# A selenium atom between a tin atom and empty space

Pushing the selenium atom 0.2 Å towards the tin below it costs 0.166 eV, while pulling it away by the same distance costs only 0.101 eV. The difference comes mainly from one short tin–selenium bond, which stiffens when shortened and softens when stretched. The same bond sets the sign and most of the size of the pressure. The gap behaves differently: it is widest at rest and shrinks both ways, with a marked bend on the stretched side.

Ansatz 0.2.0 plane-wave PAW DFT (r2SCAN, scalar-relativistic, no spin polarisation, 500 eV cutoff, 6×6×4 k mesh, 0.05 eV Gaussian smearing) for a four-atom P4/nmm SnSe cell, a = 4.286, c = 10.990 Å. One Se per cell moves along c, positive towards the Sn 2.68 Å away, all else fixed. Free energies are relative to the undisturbed cell; pressure is positive in compression.

| displacement (Å) | energy change (eV a cell) | force along direction (eV/Å summed over the moved atoms) | pressure (GPa) | gap on mesh (eV) |
| --- | --- | --- | --- | --- |
| -0.2 | 0.101 | 0.899 | -0.70 | 1.292 |
| -0.15 | 0.060 | 0.733 | -0.56 | 1.458 |
| -0.1 | 0.028 | 0.532 | -0.40 | 1.626 |
| -0.05 | 0.007 | 0.291 | -0.22 | 1.740 |
| 0 | 0.000 | -0.001 | -0.02 | 1.765 |
| 0.05 | 0.009 | -0.351 | 0.21 | 1.747 |
| 0.1 | 0.036 | -0.772 | 0.47 | 1.708 |
| 0.15 | 0.087 | -1.276 | 0.77 | 1.660 |
| 0.175 | 0.122 | -1.565 | 0.94 | 1.633 |
| 0.2 | 0.166 | -1.880 | 1.11 | 1.605 |

## What is being moved

The cell holds a double layer of SnSe, two atomic sheets thick, with about 8 Å of nearly empty space before the next layer. It is therefore not the ordinary dense crystal of tin selenide. The functional lacks the long-range attraction between layers, so this spacing should not be taken as that of a real material. The moved selenium sits in the upper sheet, with one tin straight below it at 2.68 Å and four more beside it, somewhat further away. A positive displacement shortens the vertical bond and a negative one lengthens it.

The cell repeats, so the same atom moves in every cell and a whole set of selenium atoms shifts together. The energies belong to this joint motion and are not the cost of displacing one atom in an otherwise quiet layer. "Rest" means relaxed within the symmetry of the starting structure. The table shows a minimum along this one line, but a sideways distortion of the layer might still lower the energy.

## Why one direction is harder

Two tendencies balance at the rest length of a bond. Shared electrons and opposite charges draw tin and selenium together, while their filled shells resist being pushed into each other. That resistance comes from the Pauli principle and grows very fast as the shells overlap, faster than the attraction does. A shortened bond therefore pushes back ever more steeply, whereas the pull of a stretched bond still grows over this scan, but by less with each step.

The force column shows this directly. Its negative values at positive displacement mean that the atom is driven back towards rest. The stiffness, which is the change of force per ångström, rises at every step from the long bond to the short one. It is 3.3 eV/Å² over the most stretched interval and 12.6 eV/Å² over the most compressed one, so no single spring constant describes the whole scan.

Force is the downhill slope of the energy, and this explains why the force looks more lopsided than the energy. At 0.2 Å the two forces differ by a factor of 2.1, the two energies by only 1.6. The energy adds up all the work done since rest, including the first small steps, where the two directions are still much alike. The force reports only the steepness at the point reached.

The lopsidedness has a practical meaning. Averaged over the two positions 0.1 Å either side of rest, the force does not vanish: it pushes selenium away from the tin below with 0.12 eV/Å. At 0.2 Å this average push is 0.49 eV/Å, about four times as large for twice the swing. An atom vibrating along this line would therefore settle around a slightly longer bond, and more so the wider it swings. This is the usual origin of the lengthening of bonds on heating, although the calculation itself contains no temperature.

## Which bond is responsible

The forces on the atoms that were not moved help to locate the effect. The tin below feels 1.79 eV/Å when selenium comes 0.2 Å closer, but only 0.82 eV/Å when it retreats as far. The tin beside it feels almost the same force in both cases, 0.23 and 0.24 eV/Å, with the direction reversed. The lopsided response thus appears where the motion runs along the bond, and is nearly absent where it runs across.

Geometry makes this reasonable. Moving along a bond changes its length at once, so the steep repulsion is felt in full. Moving nearly at right angles to a bond hardly changes its length at first, and up and down are almost equivalent. For the same reason, stretching of the sideways bonds is not expected to explain the small force on the tin beside. The selenium of the lower sheet, which is not bonded to the moved atom, feels 0.14 and 0.16 eV/Å in the direction opposite to that tin. This suits an electric field of the distorted layer acting on opposite charges, though these results do not separate such a share from the bending of bonds.

The rule can be carried to another motion in the same layer. If selenium slid sideways instead, steps to the left and to the right would cost the same, because a half turn about the vertical axis exchanges them. A lopsided well needs two directions that are truly different, as here, with a close neighbour on one side and open space on the other.

## How a bond makes a pressure

The pressure might suggest layers pressing on each other, but they are far apart. It describes how the energy would change if the whole cell were enlarged a little, carrying its atoms along. Enlarging the height moves each atom in proportion to its own height. Widening the empty space itself costs almost nothing, so the energy released, per unit of fractional stretch, is the sum of force times height. Dividing by the cell volume gives the stress along the vertical axis.

This can be worked out for the most compressed row, with no adjustable number. Each sheet is taken as flat and heights are counted from the lower one, so only the two atoms of the upper sheet contribute.

- The moved selenium is pushed up with 1.88 eV/Å at a height of 2.48 Å, which gives 4.66 eV.
- The tin beside it is pulled down with 0.23 eV/Å at a height of 2.68 Å, which takes away 0.62 eV.
- The remaining 4.04 eV, divided by the cell volume of 202 Å³, is 0.020 eV/Å³, or 3.2 GPa.

The full calculation gives 3.19 GPa for this stress, and the output below shows similar agreement in the other displaced rows. The estimate uses forces from the same calculation, so it does not test the explanation of why the bond stiffens. It does show that the vertical stress arises inside the layer. A shortened bond tries to make the layer thicker, which counts as positive pressure, and a stretched bond does the reverse.

The printed pressure is much smaller, 1.11 GPa, because it averages the vertical direction with two horizontal ones in which there is little stress in this row. On the stretched side the horizontal stress matters more: it reaches 0.29 GPa in size against 1.54 GPa vertically, and the two horizontal directions supply about a quarter of the pressure. It also depends on the empty space: the same layer in a taller cell would show a pressure smaller in size, since the same forces would be divided by a larger volume. It should not be read as the load that a real stack of layers would bear.

## Why the gap does not follow the bond

A simple bond picture predicts that the gap falls on stretching and grows on compression. A longer bond separates its filled bonding states less strongly from its empty antibonding ones. The stretched side has the predicted sign, with a loss of 0.47 eV at the end of the scan. The compressed side contradicts the picture, because there the gap also falls, by 0.16 eV.

A second effect could explain the fall on both sides. At rest the two faces of the layer are equivalent. Moving selenium in only one sheet makes them different, whichever way it goes, and shifts the electronic levels of one face against those of the other. If the highest filled state then gathers on one face and the lowest empty state on the other, the gap can shrink for either direction. The first steps suit this: at 0.05 Å the gap loses almost the same either way, 0.025 eV on stretching and 0.018 eV on compression, so the bond length has little direct hold on the edge states near rest. The large difference between the two sides opens only further out, with the bend described below.

This account is plausible but untested, since the results do not show where these states sit. There is also a technical concern. The displaced layer has an electric dipole, and its periodic copies can create an artificial field across it. No correction for that field is recorded, and its effect on the gap is unknown. The functional tends to give gaps that are too small, and spin–orbit coupling, which can shift the band edges of tin and selenium compounds, is left out, so the values should not be read as measured ones.

The most irregular feature lies on the stretched side. Over the first 0.05 Å the gap barely moves, falling at 0.5 eV per ångström. Beyond 0.1 Å it falls at a nearly steady 3.3 eV per ångström, while energy and force continue smoothly. Such a bend can appear when a different state takes over as the edge of the gap: the newcomer would have been moving quickly all along, but hidden behind another state.

Whether that happens here remains open. The gap is read only at the sampled k points, so the true band edges may lie between them. Band structures at −0.05 and −0.10 Å, showing which atoms carry the edge states, would reveal whether the edge changes hands and on which face of the layer the new state lives.

Printed output of the fit:

```
Change since the row before:
    row  stiffness eV/A2  gap slope eV/A
  -0.15             3.32            3.32
   -0.1             4.02            3.36
  -0.05             4.82            2.28
    0.0             5.84             0.5
   0.05                7           -0.36
    0.1             8.42           -0.78
   0.15            10.08           -0.96
  0.175            11.56           -1.08
    0.2             12.6           -1.12
Forces and stresses:
    row  Sn below eV/A  Sn beside eV/A  stress along c GPa  estimate GPa  stress in plane GPa
   -0.2         0.8171          0.2391              -1.541        -1.545              -0.2856
  -0.15         0.6768          0.1756               -1.27        -1.272              -0.2056
   -0.1         0.4988          0.1139             -0.9313       -0.9308              -0.1348
  -0.05          0.277           0.054             -0.5153       -0.5153              -0.0734
    0.0         0.0042         -0.0042            -0.01023     -0.006801             -0.02249
   0.05        -0.3282          -0.061              0.5972        0.6024              0.01782
    0.1        -0.7303         -0.1171               1.322         1.331              0.04698
   0.15         -1.214         -0.1732               2.181         2.192               0.0652
  0.175         -1.491         -0.2015               2.667         2.681              0.07039
    0.2         -1.793           -0.23               3.194         3.208              0.07307
Energy at +0.2 over energy at -0.2: 1.644
Size of force at +0.2 over size at -0.2: 2.091
Energy slope from +0.1 to +0.2 in eV/A: 1.3
Energy slope from -0.2 to -0.1 in eV/A: -0.73
Largest stiffness over smallest: 3.795
Lopsided part of the force at 0.1 A in eV/A: 0.12
Lopsided part of the force at 0.2 A in eV/A: 0.4905
Ratio of the lopsided parts: 4.087
Force on Sn below at +0.2 over that at -0.2 in size: 2.194
Force on Sn beside at +0.2 over that at -0.2 in size: 0.9619
Pressure change from rest to +0.2 in GPa: 1.13
Pressure change from rest to -0.2 in GPa: -0.68
Largest miss of the stress estimate in GPa: 0.01476
Gap lost from rest to -0.2 in eV: 0.473
Gap lost from rest to +0.2 in eV: 0.16
```
